Q: I have a crystal of In₃As that is cubic at the start. It is stretched or flattened along one axis at constant volume, and the energy is computed at each shape. Where do I begin reading?

Cubic In₃As (Cu₃Au type, a = 4.602 Å, 24.37 Å³ per atom), stretched or flattened along [001] at fixed volume. Ansatz 0.2.0, plane-wave PAW, scalar-relativistic PBE with D3(BJ), no spin polarisation, 420 eV cutoff, 12×12×12 k mesh, Gaussian smearing of 0.15 eV. Energies are free energies relative to the cube; pressure is positive in compression.

| axial ratio (over its starting value) | energy change (meV/atom) | pressure (GPa) |
| --- | --- | --- |
| 0.707 | 29.5 | -0.49 |
| 0.85 | -1.7 | -0.26 |
| 1 | 0.0 | 0.03 |
| 1.2 | 8.0 | 0.04 |
| 1.414 | 46.3 | 1.52 |

A: Begin with the axial ratio, which I shall call $r$. It is the length along the axis divided by the length across it, and it is 1 for the cube. Only the row at 1 is cubic; the other rows are tetragonal. The energy change is counted per atom from that cube. Both ends of the path are costly, but the row at 0.85 lies 1.7 meV/atom below the cube.

Q: That puzzles me. I thought symmetry made the cube a minimum.

A: Symmetry makes it a flat point, which is less. Stretch the cube slightly along $x$, then equally along $y$, then along $z$, each time at constant volume. To first order you are back at the cube, so the three energy changes must add up to zero. The three axes are equivalent, so the three changes are also equal, and each must be zero. This fixes the slope of the energy and leaves its curvature free: the flat point may be the bottom of a valley or the top of a low hill.

Q: Can I find other flat points from the pressure? At $r=1.2$ it is nearly zero.

A: The pressure is an average over three directions, and here the average hides a shear. At 1.2 the crystal pushes outwards across the axis with 0.28 GPa and pulls inwards along it with 0.44 GPa. A change of shape at fixed volume responds to the difference between these two stresses. Their mean tells you whether the crystal would like another volume.

Q: How do I turn that difference into a slope?

A: By counting work. When $\ln r$ grows by a small amount at fixed volume, the length along the axis grows by two thirds of it, as a fraction, and each of the two lengths across shrinks by one third. Multiply each strain by its stress and by the volume per atom $V$, and add the three terms. The sum is the work done by the crystal, and its energy falls by that amount:

$$\frac{dE}{d\ln r}=\frac{2V}{3}\,(P_\text{across}-P_\text{along}).$$

Here $E$ is the energy per atom, and the stresses $P$ are positive when the crystal pushes outwards. The relation is exact and has no adjustable constant.

Q: Let me try it at 0.707. With that ratio the atoms sit on the sites of a body-centred cubic lattice, so I expect a slope of zero and perhaps a second minimum.

A: Put in the computed stresses, −1.08 GPa across and +0.70 GPa along. Their difference is −1.78 GPa. Two thirds of 24.37 Å³ is 16.2 Å³, and 1 GPa Å³ is 6.2 meV, so the slope is about −180 meV/atom per unit of $\ln r$. That is −1.8 meV/atom for each per cent by which the ratio grows. The energy falls as the crystal becomes longer again, so this row is on a hillside and is no minimum.

Q: But the sites are cubic. Why doesn't your argument with the three axes hold?

A: It needs equivalent axes, and equivalence depends on which atom sits on which site. With identical atoms the body-centred lattice would be cubic and the slope would vanish there, just as it does at $r=1$. In In₃As the order of the atoms was inherited from the original cube. Planes that hold As and In in equal numbers alternate along the axis with planes of In alone. The axis therefore differs from the two directions across it, and the flat point is no longer protected.

Q: Which contacts produce the slope?

A: Look first at the eight nearest neighbours, which lie in the planes above and below. Their distance is $\tfrac12\sqrt{a^2+c^2}$, where $a$ is the edge across and $c$ the edge along the axis. At fixed volume this distance is shortest exactly at $r=1/\sqrt2$, which is our row at 0.707. A small change of shape there leaves these eight lengths unchanged to first order. If the energy of a contact depends mainly on its length, the slope has to come from neighbours further out.

Q: And the next ones are six atoms, all at the same distance?

A: Yes, at 3.65 Å. Four of them lie in the same plane and two lie along the axis. As $r$ grows, the four come closer and the two move away. With identical atoms these effects would balance. Here the two along the axis are of the same kind as the atom itself, As above As and In above In, whereas an As atom has four In atoms around it in its plane.

Q: So the pull between As and In across the axis wins over a weaker pull between like atoms along it?

A: That is a natural reading, and the difference between the stresses has the right sign for it: the crystal pulls inwards across the axis and pushes outwards along it. The push needn't come from the like atoms, since the eight shorter contacts act equally in all three directions. As is the more electronegative partner and bonds to In, so it gains from close In neighbours and gains little from another As. The calculation gives the total stress and doesn't divide it among pairs of atoms. The loss of the flat point is thus a matter of symmetry, while its assignment to particular bonds is a chemical argument.

Q: Does the slope also explain the height of that row?

A: Only in part. At 0.85 the slope is +0.03 meV/atom per per cent, practically zero. If it ran in a straight line to −1.8 at 0.707, its mean would be −0.89. The step in $\ln r$ is −0.184, or −18.4 per cent, so the energy should rise by about 16 meV/atom.

Q: The table gives a rise from −1.7 to 29.5, which is 31.2. You are short by half.

A: And the shortfall tells us how the hillside is shaped. To climb that far, the energy must have a mean slope of about −1.7 over the whole step, almost as steep as at its end. A slope that starts from nearly zero at 0.85 can reach this mean only if it steepens almost at once or becomes steeper than −1.8 on the way. For a smooth curve the second is more likely, and the slope then weakens again towards 0.707. I suspect a remnant of the flat point that identical atoms would have there: the hill begins to round off, but the order of the atoms keeps it from becoming level. Points between the two rows would test this.

Q: Now the row that bothered me first. Why is 0.85 lower than the cube?

A: Start with the contacts. Flattening the cube to 0.85 lengthens the four contacts within a plane by 5.6 % and shortens the eight between planes by 2.0 %. Close to the cube the two changes cancel in the sum of all twelve lengths, because the eight contacts change half as fast as the four. What one group loses in bonding, the other regains to first order. That is the flat point of the cube again, seen through its contacts. It would hold for any crystal of this type, so it doesn't tell why the energy stays so low as far as 0.85, or why it ends slightly below that of the cube.

Q: What could decide it?

A: The conduction electrons are a candidate. Lowering the symmetry splits electron states that had equal energy in the cube, and the crystal gains if the lowered ones are filled and the raised ones are emptied. For this crystal that is a guess; one would have to compare the bands of the two shapes. I would also repeat both rows with a denser k mesh first, since a metal's energy can shift by a meV or so with the mesh, and the whole dip is hardly larger.

Q: Then is there anything solid about that row?

A: Its flatness is more telling than its sign. Suppose the cube sat in an ordinary elastic valley, with an energy proportional to $(\ln r)^2$. A least-squares fit of that one constant to all five rows, 0.85 included, puts this row at about +8 meV/atom instead of −1.7. Adding a term in $(\ln r)^3$, which lets the two sides differ, still leaves it about 9 meV/atom too high. The path between 0.85 and 1 is much softer than its costly ends suggest.

Q: Is the cube then a shallow minimum or the top of a low hill?

A: These rows leave both open. The slope is zero at 1 and nearly zero at 0.85, so there is a flat point close to 0.85 as well. The cube could be a hilltop from which the energy slides down to it. The energy would then also dip a little on the stretched side, before it climbs to 8.0 meV/atom at 1.2. Or the cube could be a shallow hollow, with a small barrier between it and the row at 0.85. A few more shapes on both sides of the cube, on a converged mesh, would settle the matter.

Q: The last row, 1.414, is as far from the cube as 0.707 when measured by $\ln r$. Why does it cost about 1.6 times as much?

A: Most likely because the squeeze falls on few contacts. At 1.414 the four neighbours within a plane come closer by 11 %, to 2.90 Å, while the eight between planes move away by 9 %. At 0.707 it is the eight that come closer, and by less than 3 %. Repulsion between atoms rises steeply as they approach, so a hard squeeze on four contacts should cost more than a light one on eight. I would expect the planes of In alone to suffer most, since In is the larger atom and As gains from close In neighbours. But the squeeze can't be the whole account. At 1.2 the shortest contacts are 3.06 Å, already shorter than the 3.16 Å at 0.707, yet that row costs only 8.0 meV/atom against 29.5. The stretched contacts lose some bonding too, at both ends, and the total energy doesn't separate the two costs.

Q: Do the stresses agree?

A: They do. The crystal pushes outwards across the axis with 3.26 GPa, where the crowded planes lie, and pulls inwards along it with 1.96 GPa. The slope shows the steepness too: it grows from 0.7 meV/atom per per cent at 1.2 to 5.3 at 1.414. A straight line between these slopes gives a rise of 49 meV/atom, against 38 in the table. The true slope stays low for longer and climbs late, as expected of a repulsion that sets in sharply.

Q: If I met another ordered alloy on such a path, how would I guess its curve?

A: Mark the shapes where the lattice sites alone would be cubic, then colour in the atoms. Where the coloured crystal is still cubic, the slope is zero. Where the colouring spoils the symmetry, a slope is allowed, and its sign and size have to be computed. For the ends of the path, see how hard each one squeezes its shortest contacts. That gives no more than a first guess at the costlier end, since the same rule would put our rows at 1.2 and 0.707 in the wrong order; the computed energies have to decide.

Q: And may I tell a colleague in production that In₃As prefers to be flattened?

A: Tell them that in this calculation the crystal resists moderate flattening very little. The scan keeps the volume fixed and allows one kind of distortion, so it doesn't establish a stable tetragonal phase. It also leaves aside whether the material would separate into indium and InAs, the well-known compound of these elements. For a process, that question comes before the shape of the cell.
